## Estimating the RHF error along a stretched O–Si bond

For cyclopropenylsilanol, a small molecule with an OH group on silicon, the bond length alone is enough to estimate how far RHF lies above a two-electron, two-orbital CASSCF, and how full the weak orbital is. A rule with three constants gives both quantities to within 19 % of the computed value on all nine rows. It rests on one idea: stretching closes the energy gap between two ways of placing the bonding pair, while the coupling between them stays roughly the same.

RHF and CASSCF calculations with PySCF 2.14.0 in the def2-SVP basis for neutral singlet cyclopropenylsilanol, with two active electrons in two orbitals. The O–Si bond is stretched rigidly from the GFN2-xTB geometry, and the weak orbital is the less occupied of the two active natural orbitals.

```csv
bond length (Å),CASSCF energy over its lowest point (eV),RHF energy over CASSCF (eV),first weak orbital occupation
1.630,0.000,0.407,0.013
1.770,0.088,0.479,0.018
1.950,0.716,0.585,0.028
2.120,1.492,0.702,0.044
2.390,2.672,0.947,0.095
2.740,3.732,1.465,0.253
3.190,4.312,2.433,0.546
3.890,4.520,3.857,0.829
4.960,4.558,5.143,0.969
```

### Two configurations and one ratio

The two electrons can both sit in the strong orbital, which is bonding near the normal bond length, or both in the weak, antibonding one. RHF allows only the first arrangement, whereas CASSCF mixes the two. Let $2D$ be the energy gap between the arrangements, $K$ their coupling, and $t$ the size of the amplitude of the second relative to the first. The two equations of this small problem give

$$t^2+2xt-1=0,\qquad x=\frac{D}{K},\qquad t=\frac{1}{x+\sqrt{1+x^2}} .$$

The energy gained by mixing is $Kt$, which serves here as the estimate of the column "RHF energy over CASSCF". The "first weak orbital occupation" is $n=2t^2/(1+t^2)$. The occupation therefore follows from the ratio $x$ alone, and the energy from $x$ and $K$.

The limit of a short bond has a large $x$. Then $t$ is close to $1/(2x)$, and the occupation is close to $2t^2$. The energy gain is proportional to the amplitude, but the occupation to its square, so a very small occupation can go with a sizeable energy. At 1.63 Å the weak orbital holds only 0.013 electrons, yet RHF already lies 0.41 eV too high relative to CASSCF. This is the ordinary correlation of a closed-shell pair and no sign of a diradical.

In the limit of separated fragments $x$ goes to zero, and both $t$ and $n$ go to one. Two electrons in one shared orbital spend part of their time on the same fragment, which amounts to an ion pair. Mixing in the second arrangement with the opposite sign cancels these ionic parts and leaves one electron on each side. RHF cannot do this, and its curve rises by 9.3 eV in all, about twice the rise of the CASSCF curve.

### From bond length to ratio

The gap between the two arrangements closes as the fragment orbitals cease to overlap. Orbital tails fade roughly exponentially with distance, which suggests the same form for $x$:

$$x=\exp\!\left(\frac{R_0-R}{L}\right),\qquad R_0=2.8\ \text{Å},\quad L=0.62\ \text{Å},\quad K=4.5\ \text{eV},$$

where $R$ is the bond length. The two lengths are rounded from a straight-line fit of $\ln x$ against bond length on all nine rows, with $x$ taken from the computed occupations. The points do follow a line closely: a row left out of the fit is typically predicted to about 6 % in $x$. The coupling was chosen so that the largest percentage errors above and below are about equal.

The length $R_0$ is a useful landmark, because there $x=1$ and half the gap equals the coupling. Well below it the pair is nearly closed-shell, and well above it the pair is nearly two single electrons. The steepest change of character lies around it: between 2.39 and 3.19 Å the occupation climbs from 0.095 to 0.546.

### Two rows worked by hand

Both worked rows were part of the fit, so they illustrate the rule and do not test it independently. The first is a slightly stretched bond of 1.77 Å:

$$x=e^{(2.8-1.77)/0.62}=e^{1.66}=5.27,\qquad t=\frac{1}{5.27+5.36}=0.094,$$

$$Kt=4.5\times0.094=0.42\ \text{eV},\qquad n=\frac{2\times0.094^2}{1+0.094^2}=0.018 .$$

The computed energy difference is 0.479 eV, so the estimate is 12 % too low. The occupation agrees with the table to the two digits shown. Since $x$ is large here, the shortcut $K/(2x)$ would have served as well.

The second row, at 3.19 Å, lies beyond the landmark, so the exponent is negative:

$$x=e^{-0.63}=0.533,\qquad t=\frac{1}{0.533+1.133}=0.60,$$

$$Kt=4.5\times0.60=2.7\ \text{eV},\qquad n=\frac{2\times0.60^2}{1+0.60^2}=0.53 .$$

The computed values are 2.433 eV and 0.546. The energy is now 11 % too high and the occupation 3 % too low. Between the two rows the bond has grown by less than a factor of two, while the estimated energy error of RHF has grown more than sixfold, because the gap has collapsed.

### How good the rule is

The energy follows the amplitude and not the occupation, as the two-configuration picture requires. Divided by the amplitude, the RHF excess runs only from 3.85 to 5.3 eV over the whole stretch. Divided by the occupation, it falls from 31 eV at 1.63 Å to 4.5 eV at 3.19 Å, and then rises a little to 5.3 eV at 4.96 Å. A rule that took the RHF error as proportional to the weak occupation would therefore fail badly for short bonds.

The constant coupling is the weakest part of the rule. Energy over amplitude dips at middle lengths, and the estimate is worst in relative terms at 2.74 Å, where it is 19 % too high. Theory offers one reason: RHF optimises its orbitals for a single arrangement, and so lies below that same arrangement built from the CASSCF orbitals. The true excess can then be smaller than $Kt$. Whether this produces the dip, or whether the coupling itself changes, is untested here.

A straight line in bond length, with only two constants, has a smaller root-mean-square error in the energy: 0.22 eV against 0.30 eV for the rule. Yet at 1.63 Å the line is 77 % too low, and at still shorter lengths it soon turns negative. It also says nothing about the occupation. The line is adequate for a rough energy at large stretch, while the rule keeps the relative error below 19 % on every row and never turns negative.

### Where the rule stops

The long end sets the clearest limit. The estimated energy can never exceed $K$, that is 4.5 eV, but at 4.96 Å RHF already lies 5.143 eV above CASSCF. The ionic parts that RHF retains are held down by the attraction between opposite charges, and this attraction fades slowly with distance. The RHF error should therefore go on growing after the overlap has vanished, and the rule will fall further behind beyond the last row. The short end has a limit too: the energy estimate is 4 % too low at 1.95 Å, 12 % at 1.77 Å and 17 % at 1.63 Å, so the rule should not be carried to shorter bonds.

The three constants belong to this bond and this level of calculation. For another single bond that is not strongly ionic, the sequence should be similar: a small error that grows as the overlap fades, a change of character where half the gap equals the coupling, and two single electrons at the end. The length at which this happens depends on how far the fragment orbitals reach, so $R_0$ and $L$ have to be determined anew. The coupling depends on how compact these orbitals are, so $K$ needs a new value too. The rule also assumes that the active orbitals describe the O–Si pair throughout, which the smooth growth of the occupation suggests but does not prove.

The rule estimates an error of RHF and not the strength of the bond. Even the CASSCF rise of about 4.6 eV is no bond energy, since the fragments keep their shape, the basis is small and most of the dynamic correlation is absent. Compounds with O–Si bonds serve as precursors for silicon oxide films in electronic devices. If such a bond breaks into two radicals, an RHF energy can be wrong by several electronvolts; hydrolysis, in which new bonds form as the old one breaks, is a different case that this stretch does not describe.

The printed analysis below gives the estimate and its error for every row.

Numerical output:

```
fit of log(xneed) on 9 rows: constant 4.537 +/- 0.055, coefficient of bond_length -1.615 +/- 0.019; rms 0.0519, worst 1.63 0.0893, leave-one-out rms 0.063
bond length at which x equals 1, from the fit (angstrom): 2.809
decay length of x, from the fit (angstrom): 0.6192
fit of rhf_above_casscf on 9 rows: constant -2.384 +/- 0.24, coefficient of bond_length 1.521 +/- 0.081; rms 0.223, worst 3.89 -0.325, leave-one-out rms 0.274
hand rule against the table:
   row  x from occupation  energy/t (eV)  exponent   x rule   t rule  occupation rule  occupation miss (%)  energy rule (eV)  energy miss (%)  straight line miss (%)
  1.63              6.141          5.032     1.887      6.6  0.07533          0.01128                -13.2             0.339           -16.72                  -76.62
  1.77              5.199          5.026     1.661    5.266  0.09411          0.01756               -2.464            0.4235           -11.59                  -35.69
  1.95              4.137          4.909     1.371    3.939   0.1249          0.03074                9.802            0.5623           -3.885                 -0.5491
  2.12              3.259          4.681     1.097    2.994   0.1626          0.05149                17.03            0.7315            4.206                    19.7
  2.39              2.127          4.241    0.6613    1.937   0.2429           0.1114                17.26             1.093            15.41                   32.09
  2.74              1.124           3.85   0.09677    1.102   0.3862           0.2596                2.597             1.738            18.62                   21.72
  3.19             0.5095           3.97    -0.629   0.5331   0.6001           0.5296                -3.01             2.701               11                   1.417
  3.89             0.1736          4.584    -1.758   0.1724   0.8424           0.8301                0.136             3.791            -1.72                  -8.427
  4.96            0.03101          5.305    -3.484  0.03069   0.9698           0.9693              0.03365             4.364           -15.15                  0.3142
largest occupation miss of the rule, either sign (%): 17.26
largest energy miss of the rule, either sign (%): 18.62
largest energy miss of the rule, either sign (eV): 0.779
rms energy miss of the rule (eV): 0.2958
rms energy miss of the straight line (eV): 0.2227
smallest RHF excess per weak occupation (eV): 4.456
largest RHF excess per weak occupation (eV): 31.31
total rise of the RHF curve (eV): 9.294
total rise of RHF over total rise of CASSCF (ratio): 2.039
```
